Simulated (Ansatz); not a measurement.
## BiP: energy above given cell and pressure against volume ratio

Results calculated with Ansatz 0.2.0, not measured. Plane-wave density functional theory, PAW datasets, Gaussian smearing 0.05 eV: equation of state, the given cell scaled in volume with shape and atoms relaxed at each volume.

The cell before it is scaled or strained (space group P6_3/mmc, No. 194):
```
CELL_PARAMETERS angstrom
4.04990 0.00000 0.00000
-2.02490 3.50730 0.00000
0.00000 0.00000 7.21650
ATOMIC_POSITIONS crystal
Bi 0.00000 0.00000 0.00000
Bi 0.00000 0.00000 0.50000
P 0.33330 0.66670 0.25000
P 0.66670 0.33330 0.75000
```

Settings of every row: paw set soft_2; functional PBE; spin treatment none; moment partition spheres; spin axis none; wave cutoff 420 eV; k mesh 10x10x6; symmetry use detected.

Atom hubbard u: 0 on all atoms.

Limits: no spin-orbit coupling, which can matter with elements this heavy; the cell comes from a prototype or a list of computed structures and needn't be the stable phase.

| row | volume ratio | V (Å³/atom) | energy above given cell (meV per atom) | pressure (GPa) |
| --- | --- | --- | --- | --- |
| 1 | 0.945 | 24.217 | 17.22 | 4.12 |
| 2 | 0.96 | 24.601 | 8.82 | 2.878 |
| 3 | 0.98 | 25.114 | 2.1 | 1.359 |
| 4 | 1 | 25.626 | 0 | -0.011 |
| 5 | 1.02 | 26.139 | ? | ? |
| 6 | 1.04 | 26.651 | 7.82 | -2.34 |
| 7 | 1.07 | 27.42 | 22.6 | -3.79 |
| 8 | 1.1 | 28.189 | 43.83 | -5.037 |

Question: what energy above given cell and pressure should row 5 give?

Worked fit of energy above given cell. Take u = (V_r/V)^(2/3) − 1 with V_r = 25.626 Å³ an atom, which is twice the finite (Eulerian) strain; such expansions in the strain, on which the Birch-Murnaghan equation of state is built, carry the rest volume and the bulk modulus. The shown rows have u = 0.03842, 0.02759, 0.01355, 0, -0.02581, -0.04411, -0.06157. Least squares give energy above given cell = −0.001 − 3.32 × u + 11655.9 × u² + 2418 × u³ meV per atom; a parabola predicts inner rows, each left out in turn, worse (root mean square 0.089 against 0.02 meV per atom). The rows lie off it by 0.01, -0.01, 0.00, 0.00, 0.01, -0.02, 0.01. Its lowest point lies at u = 0.0001, or V = 25.62 Å³ an atom, and the curvature there gives the bulk modulus with shape and atoms relaxed, B = (4/9)(1 + u)² E″(u)/V = 64.8 GPa. The withheld row has u = -0.01313, so the fit gives −0.001 − 3.32 × (-0.01313) + 11655.9 × (-0.01313)² + 2418 × (-0.01313)³ = 2.05 meV per atom.

The calculation gave 2.04 meV per atom. The fit lies 0.01 meV per atom (0.023 % of the column's range) above it, one unit of the last digit.

Worked fit of pressure. Take u = (V_r/V)^(2/3) − 1 with V_r = 25.626 Å³ an atom, which is twice the finite (Eulerian) strain; such expansions in the strain, on which the Birch-Murnaghan equation of state is built, carry the rest volume and the bulk modulus. The shown rows have u = 0.03842, 0.02759, 0.01355, 0, -0.02581, -0.04411, -0.06157. Least squares give pressure = −0.0068 + 97.001 × u + 263.43 × u² + 236.2 × u³ GPa; a parabola predicts inner rows, each left out in turn, worse (root mean square 0.01 against 0.0053 GPa). The rows lie off it by -0.002, 0.003, 0.002, -0.004, -0.001, 0.003, -0.001. The pressure vanishes at u = 0.0001, or V = 25.62 Å³ an atom, and there the bulk modulus with shape and atoms relaxed is B = −V dP/dV = (2/3)(1 + u) dP/du = 64.7 GPa. The withheld row has u = -0.01313, so the fit gives −0.0068 + 97.001 × (-0.01313) + 263.43 × (-0.01313)² + 236.2 × (-0.01313)³ = -1.236 GPa.

The calculation gave -1.239 GPa. The fit lies 0.003 GPa (0.033 % of the column's range) above it; its largest miss of a shown row is 0.004 GPa.
